**Q:** I sorted the methods for methylsilane by how close they come to the measured atomization energy, and Hartree–Fock won. The expensive wave-function methods do worse, and nearly all the density functionals do worse still. How can that be right?

Methylsilane (CH3SiH3), neutral singlet, computed with Ansatz 0.2.0 at the levels listed, in the STO-3G basis and at the MP2(full)/6-31G* geometry. Noble-gas cores are frozen in the correlated wave-function methods, and relativity is left out. Atomization energies are electronic, with zero-point and thermal terms removed from the measured value.

| level | computed less measured atomization energy (kJ/mol) | rough wall time (s) |
| --- | --- | --- |
| RHF | 108.9 | 0.1 |
| RMP2 | 317.8 | n/a |
| CISD | 352.9 | 0.3 |
| RCCSD | 375.2 | n/a |
| RCCSD(T) | 377.0 | 0.2 |
| BCCD(T) | 377.0 | 0.2 |
| RCCSDT | 377.7 | n/a |
| CISDTQ | 377.1 | 1 |
| RCCSDT(Q) | 378.0 | 0.6 |
| RCCSDTQ | 378.0 | 6 |
| FCI | 378.0 | 20 |
| SPW92 | 1184.1 | 0.2 |
| PBE | 797.2 | 0.4 |
| r2SCAN | 764.4 | 0.7 |
| PBE0 | 751.3 | 0.4 |
| B3LYP | 767.8 | 0.4 |
| r2SCANh | 751.0 | 0.7 |
| wB97M-V | 851.4 | 2 |
| B2PLYP | 617.9 | 0.4 |
| RPA-PBE | 346.0 | 0.5 |

**A:** Start from a limiting case. Full CI treats the correlation of the valence electrons exactly, so in its row no error is left from the treatment of those electrons within the orbitals supplied. It still overbinds by 378 kJ/mol. That remainder must come chiefly from the orbitals themselves, that is, from the tiny basis.

**Q:** Don't small basis sets usually bind too weakly?

**A:** Only when their error is larger in the molecule than in the free atoms. The hydrogen function in STO-3G is contracted to suit a bonded atom, so it is too tight for a free one. A free H atom comes out too high by roughly 0.033 hartree, and six of them make the molecule look overbound by about 520 kJ/mol. The valence functions of carbon and silicon are fitted to molecules as well and are expected to add further overbinding. Against this, so few empty orbitals can hold only part of the correlation that binds the molecule, and that loss is expected to be the main thing pulling back. On balance, everything besides the hydrogen atoms takes back about 140 kJ/mol.

**Q:** So why does Hartree–Fock look best?

**A:** Because it leaves out something that binds. Electrons paired in bonds gain more from avoiding one another than they do in the separated atoms, and in this basis that gain adds 269 kJ/mol to the atomization energy. Hartree–Fock omits it, and the omission hides most of the basis error. For a wave-function method, the fair yardstick here is therefore full CI in the same basis.

**Q:** Then the simple pattern is a climb to a plateau at 378. Which rows break it?

**A:** From RCCSD(T) on, every wave-function row lies within about 1 kJ/mol of full CI, and RCCSD lies only 3 below. RMP2 and CISD drop out, by 60 and 25 kJ/mol. CISD is the more instructive case, because it uses the same single and double excitations as RCCSD.

**Q:** If the excitations are the same, what does CISD lack?

**A:** Their products. Picture the molecule as separate electron pairs, each now and then excited into empty orbitals. In reality two pairs can be excited at the same moment, which makes a quadruple excitation. Coupled cluster includes such events as products of doubles, whereas CISD forbids them: while one pair is excited, all the others must wait.

**Q:** Could the loss come from triple excitations instead?

**A:** RCCSD has no independent triples either, yet it recovers 22 of the 25 kJ/mol. CISDTQ, which admits quadruples outright, recovers 24. Simultaneous excitation of two pairs is thus the main thing that CISD lacks.

**Q:** Can the size of the loss be estimated without running CISD?

**A:** Yes, with a model of $n$ independent pairs. Give each pair one excited configuration, at an energy $D$ above its ground configuration and coupled to it by $K$. The exact correlation energy is $n$ times that of one pair. CISD instead lets the common ground configuration mix with $n$ states, in each of which a single pair is excited:

$$E_\text{exact}=\frac{n}{2}\left(D-\sqrt{D^2+4K^2}\right),\qquad E_\text{CISD}=\frac{1}{2}\left(D-\sqrt{D^2+4nK^2}\right)$$

**Q:** What do the limits say?

**A:** For $n=1$ the two expressions agree, so CISD is exact for a lone pair. For very many pairs the exact energy grows as $n$, but the CISD energy only as $\sqrt{n}$. In between, while the coupling is weak, the loss grows as $n(n-1)$, which counts the ways in which two pairs could have been excited together. A molecule with more bonds of the same kind therefore loses a larger share of its correlation energy.

**Q:** And the free atoms? An atomization energy is a difference.

**A:** They sit at the harmless limit. Hydrogen has no pair at all. Carbon and silicon each have one valence s pair and, in this basis, one empty p orbital, and symmetry lets the pair move there only as a whole. CISD is then exact for the atoms, and its whole error should sit in the molecule. The total energies bear this out: the molecule alone loses 25 kJ/mol, just the gap seen in the atomization energy.

**Q:** Let's put numbers in, then.

**A:** Methylsilane has 14 valence electrons, so $n=7$. The correlation energy from RCCSDTQ is 3.704 eV, or 0.529 eV a pair. In the CISDTQ wave function the nearly empty orbitals hold 0.174 electrons in all, which gives the weight $w$ of the excited configuration in each pair and its amplitude $t$ relative to the ground configuration:

$$w=\frac{0.174}{14}=0.0124,\qquad t=\sqrt{\frac{w}{1-w}}=0.112$$

The two-level problem of one pair then fixes both energies:

$$K=\frac{0.529}{0.112}=4.72\ \text{eV},\qquad D=\frac{K}{t}-Kt=41.6\ \text{eV}$$

**Q:** So the CISD energy follows directly.

**A:** It does:

$$E_\text{CISD}=\frac{1}{2}\left(41.6-\sqrt{41.6^2+28\times4.72^2}\right)=-3.46\ \text{eV}$$

This is 0.24 eV short of the full value, or about 23 kJ/mol, against the 25 computed. No CISD result entered and nothing was fitted, so the CISD row is a real test of the estimate. The model is still crude: real pairs have many excited configurations and also correlate with one another, so $D$ and $K$ are only averages. The output printed after this exchange holds the full calculation.

**Q:** Does the same explanation cover RMP2?

**A:** No. Second-order theory adds up the pairs properly, but it treats each of them too simply. It misses 103.5 kJ/mol of correlation in the molecule and 43.3 in the free atoms, so 60.2 survive in the difference. Its row thus looks better than its description of the molecule, whereas CISD gets no such help.

**Q:** Now the functionals. Most of them sit far above the plateau. Are they that bad?

**A:** Not by themselves. The six gradient-corrected functionals, from PBE to wB97M-V, have a median error of 766 kJ/mol, about twice that of full CI. Think of a basis with no empty orbitals at all. Full CI would then find no correlation, because the electrons would have nowhere to go, while a functional would still read a correlation energy off the density. STO-3G, with seven empty valence orbitals for seven pairs, goes part of the way towards that limit: full CI still finds correlation, but only as much as those few orbitals allow.

**Q:** So the functionals add correlation binding that this basis denies to full CI?

**A:** That is the argument, though the gap also contains the functionals' own errors. RPA-PBE offers a test, since it builds its correlation from the empty orbitals. It falls 451 kJ/mol below PBE and lands near full CI. It also uses exact exchange, but the step from PBE to PBE0, which brings in a quarter of that, lowers the result by only 46. Four such steps would give about 184, so somewhat more than half of the fall belongs to the correlation and the rest to the exchange.

**Q:** Then B2PLYP should lie in between.

**A:** It does, partly because about a quarter of its correlation is of second-order type, and partly because about half of its exchange is exact. Mixing the B3LYP and RMP2 rows in that proportion, with a correction for its larger share of exact exchange, gives an error of 625 kJ/mol, against 618 computed. The closeness should not be overread. B3LYP is not the exact partner in the recipe, the exchange correction is borrowed from PBE, and second-order theory on Kohn–Sham orbitals, with their smaller gaps, is expected to bind more than RMP2 does, so these slips probably cancel in part. The estimate shows only that the row lies roughly where its recipe puts it. It doesn't show that B2PLYP is the better functional for this molecule.

**Q:** Which functionals break away upwards?

**A:** SPW92 stands 387 kJ/mol above PBE. Most of that is the familiar overbinding of the local density approximation, which lacks the gradient terms that favour the more uneven densities of free atoms. A part is expected to come from the basis, since a hydrogen function that is too tight should cost a free atom more in the local approximation than in PBE. wB97M-V lies 85 above the median of its group. It may suffer because its fitted form meets densities distorted by the small basis, but that is a guess.

**Q:** Could I take any of these rows as an estimate of the atomization energy?

**A:** No. The plateau error is about as large as the energy of a whole bond, and the row closest to experiment owes its place to a cancellation. What the table does teach is how to read such an error: first find what full CI gives in the same basis, then ask how far each wave-function method strays from it, and in which direction. A functional can't be ranked by that yardstick, since it supplies correlation that the basis denies to full CI.

Numerical output:

```
Distance from full CI in the same basis:
        row  kJ/mol above FCI
        RHF            -269.1
       RMP2             -60.2
       CISD             -25.1
      RCCSD              -2.8
   RCCSD(T)                -1
    BCCD(T)                -1
     RCCSDT              -0.3
     CISDTQ              -0.9
  RCCSDT(Q)                 0
    RCCSDTQ                 0
        FCI                 0
      SPW92             806.1
        PBE             419.2
     r2SCAN             386.4
       PBE0             373.3
      B3LYP             389.8
    r2SCANh               373
    wB97M-V             473.4
     B2PLYP             239.9
    RPA-PBE               -32
Rough overbinding from six free H atoms (kJ/mol): 519.8
Net remainder of the FCI miss after the H atoms (kJ/mol): -141.8
Correlation part of the atomization energy in this basis (kJ/mol): 269.1
CISD loss in the molecule alone (kJ/mol): 25.08
CISD loss from the pair model without fit (kJ/mol): 23.28
Pair model as percentage of the computed loss (%): 92.85
RCCSD less CISD atomization energy (kJ/mol): 22.3
CISDTQ less CISD atomization energy (kJ/mol): 24.2
RMP2 shortfall in the molecule (kJ/mol): 103.5
RMP2 shortfall in the free atoms by difference (kJ/mol): 43.29
Median miss of six gradient-corrected functionals (kJ/mol): 766.1
SPW92 less PBE (kJ/mol): 386.9
wB97M-V above that median (kJ/mol): 85.3
B2PLYP miss estimated by mixing B3LYP and RMP2 (kJ/mol): 646.3
The same with the exact-exchange correction (kJ/mol): 625.4
Corrected estimate less computed B2PLYP miss (kJ/mol): 7.47
```
